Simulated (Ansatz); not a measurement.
## SnBi3 (Fm-3m), a vibration from a frozen displacement

Method: DFT PBEsol, scalar-relativistic, plane waves, PAW in Ansatz 0.2.0. Cutoff 420 eV, Γ-centred 12×12×12 k-points, Gaussian smearing of 0.15 eV. Spin–orbit coupling is left out, which matters for the heavy elements here. No spin polarisation. Energies are free energies at this smearing, counted from the undisturbed cell; pressure is positive in compression.

Zero of the scan (relaxed at this level; with this scan's settings it stands at 0.1 GPa; it needn't be the usual structure):

```yaml
crystal:
  lattice:
    - [0.00000, 3.87945, 3.87945]
    - [3.87945, 0.00000, 3.87945]
    - [3.87945, 3.87945, 0.00000]
  atoms:
    - { symbol: Sn, position: [0.00000, 0.00000, 0.00000] }
    - { symbol: Bi, position: [0.25000, 0.25000, 0.25000] }
    - { symbol: Bi, position: [0.75000, 0.75000, 0.75000] }
    - { symbol: Bi, position: [0.50000, 0.50000, 0.50000] }
```

Every Sn atom is moved by x along the Cartesian unit vector (0.577, -0.577, -0.577); the cell and all other atoms stay fixed. The cell's volume is 116.77 Å³; the moved atoms weigh 118.710 u together and the others 626.941 u.

```csv
x (Å),ΔE (meV/cell),total force on the moved atoms along the move (eV/Å),pressure (GPa)
-0.1000,9.11,0.1846,0.1240
-0.0500,2.25,0.0904,0.0691
0.0000,0.00,0.0000,0.0511
0.0750,5.09,-0.1368,0.0918
```

Question: What frequency belongs to this motion?

Answer: The force constant is k = −dF/dx = 1.815 eV/Å², from the parabola through x = -0.0500, 0 and 0.0750. In every cell the moved atoms swing against the rest, so the mass is μ = m₁m₂/(m₁ + m₂) = 99.811 u, and ν̃ = 521.5 cm⁻¹ × √(|k|/μ) = 70 cm⁻¹. The pattern needn't be a normal mode: ν̃² is then a weighted mean of the squared nonzero frequencies at the zone centre of this cell, so it lies between the lowest and the highest of them.

Question: How far does the harmonic law reach?

Answer: At x = -0.100 Å, kx²/2 = 9.07 meV against the computed 9.11 meV (+0.4 %): the well is still close to harmonic there.

In a metal these slopes depend on the k mesh and the smearing.

Cost: 4 runs of about 6 core-minutes in all, on Intel Xeon Processor @ 2.50GHz (Skylake/Cascade Lake) (shared hosts).

The Sn atom sits in a true local minimum along this path, and the low frequency of 70 cm⁻¹ reflects heavy atoms held by soft, largely metallic bonding. Inversion symmetry at the Sn site removes the cubic term, so the first anharmonic correction is quartic. The ratio of force to displacement rises slightly with amplitude, probably because short-range repulsion grows as Sn approaches part of its Bi cage. Pressure also rises with displacement of either sign, which implies that this motion stiffens on compression, the usual positive Grüneisen behaviour.

Because the site is cubic, the harmonic force constant is the same for every direction of Sn displacement. The pattern mixes the two polar optical modes, which share its symmetry, and has no component on the Raman-active mode, in which Sn is at rest. The positive curvature therefore doesn't establish dynamical stability: a soft mode carried mainly by the Bi sublattices could remain hidden, a relevant possibility since Sn and Bi ordinarily form a eutectic rather than an ordered compound of this composition.
